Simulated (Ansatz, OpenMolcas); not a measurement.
## BN (boron nitride): methods side by side

The species is BN (2 atoms), meant as a triplet with charge 0. SMILES: `B#N`. The coordinates come from a GFN2-xTB relaxation.

```xyz
2

B     0.0000    0.0000    0.0000
N     0.0000    0.0000    1.2684
```

Quantity: the energy change with the B1–N2 bond stretched from 1.268 to 2.537 Å, in eV. The values are calculated.

| level | kind | program | value (eV) |
| --- | --- | --- | --- |
| UHF/6-31G | Hartree–Fock | Ansatz | 1.40 |
| USVWN5/6-31G | LDA | Ansatz | 3.92 |
| U-r2SCAN/6-31G | meta-GGA | Ansatz | 3.44 |
| UB3LYP/6-31G | global hybrid | Ansatz | 3.33 |
| UHSE06/6-31G | range-separated hybrid | Ansatz | 3.38 |
| UB2PLYP/6-31G | double hybrid | Ansatz | 3.31 |
| UMP2/6-31G | perturbation theory | Ansatz | 3.12 |
| UCCSDT/6-31G | coupled cluster or CI | Ansatz | 2.62 |
| FCI/STO-3G | exact in the basis | OpenMolcas | 3.45 |

The first shape isn't each level's own minimum. The values span 1.40 to 3.92 eV. Spin contamination of the reference (⟨S²⟩ at least 0.1 too high) touches UHF/6-31G, USVWN5/6-31G, U-r2SCAN/6-31G, UB3LYP/6-31G, UHSE06/6-31G, UB2PLYP/6-31G, UMP2/6-31G, UCCSDT/6-31G. The coupled-cluster rows rest on a doubtful reference here (large T1 or Brueckner and Hartree–Fock orbitals at odds), and rows may lie in different states. All rows use very small basis sets, so none should be taken for the real molecule's value.

Stretching the bond costs energy at every level, but by very different amounts. Hartree–Fock gives only 1.40 eV, while all the correlated and density-functional rows lie well above it. This probably reflects the electron pairs that B and N share at short distance: their correlation stabilises the bonded shape more than the stretched one, and Hartree–Fock leaves it out. The LDA value of 3.92 eV, the highest, fits that functional's familiar overbinding.

Ground-state boron is a doublet and nitrogen a quartet, so the separating atoms can couple to a triplet or a quintet. A pure triplet then needs several determinants, which makes the stretched end hard for any method built on one. The close agreement of the gradient-corrected and hybrid functionals therefore doesn't establish their accuracy. Nor does the FCI value of 3.45 eV confirm them or rule out the lower coupled-cluster result, since its basis differs from theirs. None of these values is a dissociation energy, because the atoms may still interact at the longer distance.
